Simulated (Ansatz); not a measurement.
# A series in volume ratio on ZnAg

All results are calculated (Ansatz 0.2.0). Plane-wave density functional theory, PAW datasets, Gaussian smearing 0.05 eV: equation of state, the given cell scaled in volume with shape and atoms relaxed at each volume.

The cell before it is scaled or strained (space group Pm-3m, No. 221):
```
ZnAg
1.0
      3.1170     0.0000     0.0000
      0.0000     3.1170     0.0000
      0.0000     0.0000     3.1170
Zn Ag
1 1
Direct
  0.50000 0.50000 0.50000
  0.00000 0.00000 0.00000
```

Settings of every row: paw set soft_2; functional PBEsol; spin treatment none; moment partition spheres; spin axis none; wave cutoff 420 eV; k mesh 10x10x10; symmetry use detected.

Atom hubbard u: 0 on all atoms.

| row | volume ratio | V (Å³/atom) | pressure (GPa) | energy above given cell (meV per atom) |
| --- | --- | --- | --- | --- |
| 1 | 0.96 | 14.536 | 5.335 | 9.73 |
| 2 | 0.98 | 14.839 | 2.519 | 2.36 |
| 3 | 1 | 15.141 | ? | ? |
| 4 | 1.02 | 15.444 | -2.146 | 2.04 |
| 5 | 1.04 | 15.747 | -4.068 | 7.96 |

Question: what pressure should row 3 give?

Worked fit of pressure. Take u = (V_r/V)^(2/3) − 1 with V_r = 15.142 Å³ an atom, which is twice the finite (Eulerian) strain; such expansions in the strain, on which the Birch-Murnaghan equation of state is built, carry the rest volume and the bulk modulus. The shown rows have u = 0.0276, 0.01357, -0.01308, -0.02578. Least squares give pressure = 0.0338 + 174.971 × u + 617.7 × u² GPa; a straight line predicts inner rows, each left out in turn, worse (root mean square 0.25 against 0.0076 GPa). The rows lie off it by 0.001, -0.003, 0.003, -0.002. The pressure vanishes at u = -0.0002, or V = 15.15 Å³ an atom, and there the bulk modulus with shape and atoms relaxed is B = −V dP/dV = (2/3)(1 + u) dP/du = 116 GPa. The withheld row has u = 4e-05, so the fit gives 0.0338 + 174.971 × (4e-05) + 617.7 × (4e-05)² = 0.041 GPa.

The calculation gave 0.039 GPa. The fit lies 0.002 GPa (5.1 % of the value, 0.021 % of the column's range) above it; its largest miss of a shown row is 0.003 GPa.

The other values of row 3: energy above given cell 0 meV per atom.
